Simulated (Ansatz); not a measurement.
# The polar optical mode of BN at -9.6 GPa, worked through

Computed with Ansatz 0.2.0, DFT LDA, scalar-relativistic, plane waves, PAW. Plane waves to 420 eV; Γ-centred k mesh 12×12×12; fixed occupations. No spin polarisation. Phonons by linear response, acoustic sum rule imposed.

The cell is fixed (symmetry leaves no force on the atoms) and stands under -9.6 GPa:
```
CELL_PARAMETERS angstrom
0.00000 1.80530 1.80530
1.80530 0.00000 1.80530
1.80530 1.80530 0.00000
ATOMIC_POSITIONS crystal
B 0.00000 0.00000 0.00000
N 0.25000 0.25000 0.25000
```

The cell is the ideal cubic zincblende prototype.

Linear response gives ν_TO = 1035.2 cm⁻¹, Born charges ±1.890 e (positive on B) and ε∞ = 4.589. The primitive cell holds 11.767 Å³, and the masses are 10.810 and 14.007 amu.

Task: Find ν_LO and the static dielectric constant.

Result: The long-wave field adds a restoring force: ω_LO² − ω_TO² = Z*²e²/(ε_vac ε∞ μV). In these units ν_LO² − ν_TO² = 4.92064×10⁷ Z*²/(μ V ε∞) cm⁻², with μ = m₁m₂/(m₁ + m₂) = 6.101 amu: 533491 cm⁻². So ν_LO = √(1035.2² + 533491) = 1266.9 cm⁻¹, and the run gives 1266.9. Lyddane–Sachs–Teller then gives ε0 = ε∞ (ν_LO/ν_TO)² = 6.87, against 6.87 in the run (it forms both from the same three quantities, so the match checks the arithmetic only). Between ν_TO and ν_LO the dielectric function is negative and an undamped crystal reflects fully: a reststrahlen band from 7.9 to 9.7 μm.

Task: What do the Clausius–Mossotti polarisability and the Szigeti charge come to?

Result: With the Lorentz local field, α = (3V/4π)(ε∞ − 1)/(ε∞ + 2) = 1.53 Å³ for the pair, and e_S = 3Z*/(ε∞ + 2) = 0.86 e. The Born charge includes the electrons' response to the dipole's own local field, and e_S takes that enhancement out. The Lorentz field assumes point-like polarisable ions, a poor picture once ε∞ is this large, since the electron clouds then overlap or are shared, so both numbers are formal here.

Task: How strongly does a slow electron couple to the LO mode?

Result: For one isotropic parabolic band, Fröhlich's constant is α_F = (1/ε∞ − 1/ε0) √(m* Ry/ħω_LO), with Ry = 13.606 eV, ħω_LO = 157.1 meV and m* in free-electron masses: α_F = 0.0724 × 9.31 × √m* = 0.67 √m*. The band mass isn't part of this run; for m* = 0.1, 0.3 and 1 it gives 0.21, 0.37, 0.67. In weak coupling the polaron lies α_F ħω_LO below the band edge (58 meV at m* = 0.3) with a mass m*(1 + α_F/6); past α_F of about 5 or 6 that expansion fails. A semilocal functional's ε∞ tends to be too large, which taken alone lowers α_F.

Cost: 1 run of about 2.7 core-minutes, on Intel Xeon Processor @ 2.50GHz (Skylake/Cascade Lake) (shared hosts).

The polar mode of BN combines a stiff covalent lattice with a substantial long-range field. Short, strong sp³ bonds between two light atoms put ν_TO at 1035.2 cm⁻¹, and the small reduced mass and compact cell let a Born charge of only 1.890 e lift ν_LO to 1266.9 cm⁻¹. The sign of that charge follows nitrogen's greater electronegativity, but its size measures polarisation per displacement, not static charge transfer. Because the lattice is so stiff, it adds less to the static dielectric constant than the electrons do. That small ionic share and the large phonon quantum both keep the Fröhlich coupling modest at ordinary band masses. The cell is under tension, which weakens the bond-stretching force constants, so both frequencies probably lie below their values in the unstrained crystal. The polaron shifts are scale estimates rather than band-edge predictions, since cubic BN has anisotropic conduction valleys away from the zone centre and a degenerate valence-band top.
